# Office hours: the Wigner–Seitz sphere and the largest possible Madelung constant

**Student:** My supercell holds one charged vacancy, and I am told to add $\alpha q^2/(8\pi\varepsilon_0\varepsilon L)$ to its energy. The notes claim that $\alpha$ never exceeds 2.90. A tabulated lattice sum with a universal ceiling looks suspicious to me.

**Lecturer:** Then we derive it. There are four premises. One point charge $q$ sits on every vector $\mathbf T$ of a Bravais lattice with cell volume $\Omega$. A uniform background of density $-q/\Omega$ makes each cell neutral. The host is a linear, homogeneous, isotropic dielectric, so two charges interact as $Kqq'/r$ with $K=1/(4\pi\varepsilon_0\varepsilon)$. The infinite self-energy of a point, which the isolated defect has too, is removed. The length is $L=\Omega^{1/3}$, and $\alpha$ is defined by the energy per cell,
$$E=-\frac{\alpha Kq^2}{2L}.$$
The supercell contains $E$ and the isolated defect does not, so the correction is $-E$.

**Student:** How is $E$ defined when the Coulomb sum diverges?

**Lecturer:** Through the periodic potential $Kq\,\psi(\mathbf r)$. It obeys $\nabla^2\psi=-4\pi\left[\sum_{\mathbf T}\delta(\mathbf r-\mathbf T)-1/\Omega\right]$, and we fix its cell average at zero. With reciprocal vectors $\mathbf G$,
$$\psi(\mathbf r)=\frac{4\pi}{\Omega}\sum_{\mathbf G\neq0}\frac{e^{i\mathbf G\cdot\mathbf r}}{G^2}.$$
The energy per cell is half the integral of charge density times potential. The background contributes in proportion to the average of $\psi$, which is zero. The point contributes $\tfrac12Kq^2\psi(0)$, less its own $1/r$:
$$E=\tfrac12Kq^2\lim_{r\to0}\left[\psi(\mathbf r)-\frac1r\right].\tag{1}$$

## The sphere estimate

**Lecturer:** Now replace the cell by a sphere of equal volume, $\tfrac43\pi R^3=\Omega$. A neutral, spherically symmetric object has no field outside itself, so we pretend that the cells ignore each other and compute one sphere. Its background density is $\rho_b=-3q/(4\pi R^3)$. The background charge within radius $r$ is $-qr^3/R^3$, so Gauss's law gives the radial field $-Kqr/R^3$. At the surface the potential of the background is $-Kq/R$. Integrating inward,
$$\phi_b(r)=-Kq\,\frac{3R^2-r^2}{2R^3}.$$
The point sits at $r=0$, so the attraction is
$$E_{pb}=q\,\phi_b(0)=-\frac32\frac{Kq^2}{R}.$$

**Student:** No factor of one half?

**Lecturer:** Not between two different distributions, where each pair of charge elements is counted once. The background acting on itself needs the half. With $\langle r^2\rangle=\tfrac35R^2$ for a uniform ball,
$$E_{bb}=\tfrac12\int\rho_b\phi_b\,d^3r=\frac{Kq^2}{2}\,\frac{3R^2-\tfrac35R^2}{2R^3}=+\frac35\frac{Kq^2}{R}.$$
The sum is
$$E_{WS}=-\frac9{10}\frac{Kq^2}{R}.$$
Setting this equal to $-\alpha Kq^2/(2L)$, with $L/R=(4\pi/3)^{1/3}=1.6120$,
$$\alpha_{WS}=\frac95\left(\frac{4\pi}{3}\right)^{1/3}=2.9016.$$

**Student:** That clashes with Eq. (1). The potential at the point is $-\tfrac32Kq/R$, and half of that is not $-\tfrac9{10}$.

**Lecturer:** The zero of potential differs. In the sphere the total potential $Kq/r+\phi_b$ vanishes at the surface, and its volume average is $\left(\tfrac32-\tfrac65\right)Kq/R=\tfrac3{10}Kq/R$. Equation (1) assumes zero average. Subtract that constant, and the site potential becomes $-\left(\tfrac32+\tfrac3{10}\right)Kq/R=-\tfrac95Kq/R$, half of which gives $-\tfrac9{10}$. The energy of a neutral cell is blind to the constant, provided it is applied to point and background alike.

## From estimate to bound

**Student:** Spheres do not fill space. You made an uncontrolled approximation, and it could miss in either direction.

**Lecturer:** The sphere picture alone cannot give the sign. Lieb and Narnhofer proved in 1975 that the energy per particle of equal point charges in a uniform background cannot fall below $-\tfrac9{10}Kq^2/R$. For a lattice we can write the proof as an exact identity. Smear each unit point charge into a uniform ball of arbitrary radius $a$. The Fourier transform of the ball, at wave number $g$, is
$$f(g)=\int_0^a\frac{3r^2}{a^3}\frac{\sin gr}{gr}\,dr=\frac{3(\sin ga-ga\cos ga)}{(ga)^3}=1-\frac{g^2a^2}{10}+\dots$$
Let $u(r)$ be the Coulomb interaction of two such balls with centres $r$ apart. By the convolution theorem its transform is $4\pi f^2/g^2$. Define what the smearing removes, $w(r)=1/r-u(r)$, with transform $\hat w(g)=4\pi(1-f^2)/g^2$.

**Student:** You will need the sign of $w$.

**Lecturer:** We compute it. For $r\ge2a$ the balls are disjoint and act as points, so $w=0$. For $x=r/a<2$, $u$ is the potential of the convolution of the two ball densities, which is their overlap volume divided by the squared ball volume. The overlap is two spherical caps,
$$V=2\pi a^3\int_{x/2}^1(1-z^2)\,dz=\tfrac43\pi a^3\left(1-\tfrac34x+\tfrac1{16}x^3\right).$$
Poisson's equation then reads $\nabla^2u=-(3/a^3)\left(1-\tfrac34x+\tfrac1{16}x^3\right)$. Use $\nabla^2x^n=n(n+1)x^{n-2}/a^2$, demand regularity at the origin, and fix the constant by $u=1/(2a)$ at $x=2$:
$$a\,u=\frac65-\frac{x^2}{2}+\frac{3x^3}{16}-\frac{x^5}{160}.$$
Subtracting from $1/x$ and factorising,
$$a\,w=\frac{160-192x+80x^3-30x^4+x^6}{160x}=\frac{(2-x)^4(x^2+8x+10)}{160\,x}.$$
Every factor is positive for $0<x<2$. Two more facts follow. First, $u(0)=6/(5a)$, twice the self-energy $3/(5a)$ of one ball. Second, $1-f^2\to g^2a^2/5$ at small $g$, so $\hat w(0)=4\pi a^2/5$.

**Student:** And how does the lattice come in?

**Lecturer:** Since $w$ is integrable and of finite range, its periodic repetition has Fourier coefficients $\hat w(G)/\Omega$. Separate $\mathbf G=0$ and split the rest:
$$\sum_{\mathbf T}w(|\mathbf r-\mathbf T|)=\frac{\hat w(0)}{\Omega}+\psi(\mathbf r)-\frac{4\pi}{\Omega}\sum_{\mathbf G\ne0}\frac{f^2(G)}{G^2}e^{i\mathbf G\cdot\mathbf r}.$$
The last sum converges absolutely, because $f^2$ falls as $G^{-4}$. On the left write the $\mathbf T=0$ term as $1/r-u(r)$, solve for $\psi-1/r$, let $r\to0$ and insert in Eq. (1):
$$\frac{E}{Kq^2}=\frac{2\pi}{\Omega}\sum_{\mathbf G\neq0}\frac{f^2(G)}{G^2}+\frac12\sum_{\mathbf T\neq0}w(T)-\frac{3}{5a}-\frac{2\pi a^2}{5\Omega}.\tag{2}$$
This is exact for every $a$. The first sum is the field energy per cell of smeared balls plus background, and each term is non-negative. The second sum is non-negative because $w$ is. Drop both and put $\Omega=\tfrac43\pi R^3$:
$$\frac{E}{Kq^2}\ge-\frac{3}{5a}-\frac{3a^2}{10R^3}.$$
The best bound is the largest right-hand side. Its derivative $3/(5a^2)-3a/(5R^3)$ vanishes at $a=R$, and its second derivative $-6/(5a^3)-3/(5R^3)$ is negative, so this is the maximum, with value $-\left(\tfrac35+\tfrac3{10}\right)/R=-\tfrac9{10}/R$. Hence $E\ge E_{WS}$ and $\alpha\le\alpha_{WS}$.

**Student:** The pieces are now $\tfrac35$ and $\tfrac3{10}$, not $\tfrac32$ and $\tfrac35$. Is the same total an accident?

**Lecturer:** No. At $a=R$ the smeared charge has exactly the density of the background, with opposite sign. Inside an isolated sphere the two cancel, the field energy is zero, and nothing overlaps. The sphere is the fictitious case in which both dropped sums vanish. Multiply Eq. (2) at $a=R$ by $-2L$:
$$\alpha=\alpha_{WS}-\frac{4\pi L}{\Omega}\sum_{\mathbf G\neq0}\frac{f^2(G)}{G^2}-L\sum_{\mathbf T\neq0}w(T).\tag{3}$$
The inequality is strict. Disjoint balls of volume $\Omega$, one per cell, would fill space completely, which balls cannot do. So some $T$ is below $2R$, and its $w(T)$ is positive.

**Student:** I still want actual lattices.

**Lecturer:** Repeat the argument with Gaussian smearing, $u=\operatorname{erf}(\eta r)/r$. Then $w=\operatorname{erfc}(\eta r)/r$, $f^2=e^{-g^2/4\eta^2}$, $u(0)=2\eta/\sqrt\pi$ and $\hat w(0)=\pi/\eta^2$. That is the Ewald sum. Choosing $\eta=\sqrt\pi/L$ and writing $t=T/L$, $m=GL/2\pi$,
$$\alpha=3-\sum_{t\neq0}\frac{\operatorname{erfc}(\sqrt\pi\,t)}{t}-\sum_{m\neq0}\frac{e^{-\pi m^2}}{\pi m^2},$$
where the sums run over all nonzero vectors. A few shells give:

| Lattice | $\alpha$ | $\alpha_{WS}-\alpha$ |
|---|---|---|
| simple cubic | 2.8373 | 0.0643 |
| fcc | 2.8883 | 0.0133 |
| bcc | 2.8885 | 0.0131 |

Equation (3) dissects the simple cubic deficit. Six neighbours lie at $x=L/R=1.6120$, and the next shell, $\sqrt2$ times farther, is beyond $x=2$. The overlap term is $6(L/R)\,(a\,w)=0.0217$. The remaining 0.0426 is field energy, of which the first three reciprocal shells supply 0.0384.

**Student:** Here is my counterexample. A table on my desk gives 4.585 for fcc.

**Lecturer:** That table divides by the edge of the conventional cube, which holds four charges and is $4^{1/3}$ times $\Omega^{1/3}$. Indeed $2.8883\times4^{1/3}=4.585$. The ceiling belongs to the convention $L=\Omega^{1/3}$, with $\Omega$ the volume per charge.

## Range of validity

**Student:** Where does it stop being true?

**Lecturer:** The bound holds for every Bravais lattice. It survives several equal charges per cell, with $\Omega$ per charge and $E$ the mean energy per charge, because the reciprocal sum only gains the squared modulus of a structure factor and the direct sum more non-negative terms. It says nothing about charges of both signs, for which products with $w$ turn negative. It survives a dielectric tensor: the interaction $1/\left[\sqrt{\det\varepsilon}\,\sqrt{\mathbf r\cdot\varepsilon^{-1}\mathbf r}\right]$ becomes $1/\left[(\det\varepsilon)^{1/3}r'\right]$ under the volume-preserving map $\mathbf r'=(\det\varepsilon)^{1/6}\varepsilon^{-1/2}\mathbf r$, so use $(\det\varepsilon)^{1/3}$ for $\varepsilon$. As an estimate, the sphere serves only for compact cells. Stretch a cell at fixed volume, the shortest $G$ shrinks, $f\to1$, the reciprocal sum in Eq. (3) grows without limit, and $\alpha$ turns negative. There is a ceiling and no floor.

**Student:** My defect is not a point.

**Lecturer:** That is the real limitation. Give it a spherical density with $\int\rho\,r^2d^3r=q\langle r^2\rangle$, small enough that images do not overlap. In the sphere it samples the $r^2$ term of $\phi_b$, which adds
$$\Delta E=\frac{Kq^2\langle r^2\rangle}{2R^3}=\frac{2\pi Kq^2\langle r^2\rangle}{3\Omega}.$$
Equation (2) confirms this for any lattice when the defect is a ball: its energy less its self-energy is $E+2\pi a^2Kq^2/(5\Omega)$, and $\langle r^2\rangle=\tfrac35a^2$. It has the form of the $L^{-3}$ term of Makov and Payne. A density of one sign lowers the correction. A density with parts of both signs can have negative $\langle r^2\rangle$ and raise it, so the ceiling limits $\alpha$, not the whole finite-size correction. Elastic image interactions, dispersion of defect levels and the failure of macroscopic screening within a few bond lengths lie outside the premises.

## The ionised F centre in CaF$_2$

**Lecturer:** Take your system, calcium fluoride, a lens material of deep-ultraviolet lithography. The F centre is a fluorine vacancy holding one electron. Remove the electron and you have F$^+$, the empty vacancy with $q=+e$. The cubic fluorite cell has 12 atoms, so $2\times2\times2$ cells give 96 sites, 95 of them filled, and the images form a simple cubic lattice. The measured lattice constant is 5.466 Å as compiled by Råsander 2015. So $L=10.932$ Å, $\Omega=1306.5$ Å$^3$ and $R=6.782$ Å.

**Student:** Which dielectric constant?

**Lecturer:** If the ions relax around the charge, the static one, measured as 6.799 at 300 K in the listing of Andeen 1971. If they stay at bulk positions, the high-frequency one, 2.045 at room temperature as listed by Kaiser 1962. Strictly, the images are screened by the dielectric constant of your own calculation, for which these values stand in. With $e^2/(4\pi\varepsilon_0)=14.3996$ eV Å and static screening, $Ke^2/R=0.3123$ eV. The attraction is $-0.468$ eV, the background self-energy $+0.187$ eV, and $E_{WS}=-0.281$ eV. The simple cubic constant gives $E=-0.275$ eV. The ceiling lies 2.3 per cent, or 6.2 meV, above the lattice correction. With frozen ions the corrections are 0.934 eV for the sphere and 0.914 eV for the lattice.

**Student:** So cell shape hardly matters?

**Lecturer:** At this volume and screening no arrangement of images can push the point-charge correction above 0.281 eV. The 6.2 meV margin is small against $k_BT=25.9$ meV at 300 K and changes a Boltzmann factor by only 1.3. The neglected size term is larger. Assume, purely for illustration, that $\langle r^2\rangle^{1/2}$ equals the Ca–F distance, $\sqrt3/4$ of the lattice constant or 2.367 Å. Then $\Delta E=0.019$ eV, about three times the margin, and the correction drops to 0.256 eV. The third decimal therefore describes the point-charge model and not the vacancy. The model raises the formation energy of relaxed F$^+$ by 0.26 to 0.28 eV. The $(+/0)$ transition level is the Fermi energy at which the two charge states have equal formation energy, namely the neutral one minus the positive one, both taken at the valence-band edge. The neutral centre has no monopole term, so the model moves that level down toward the valence band by the same amount.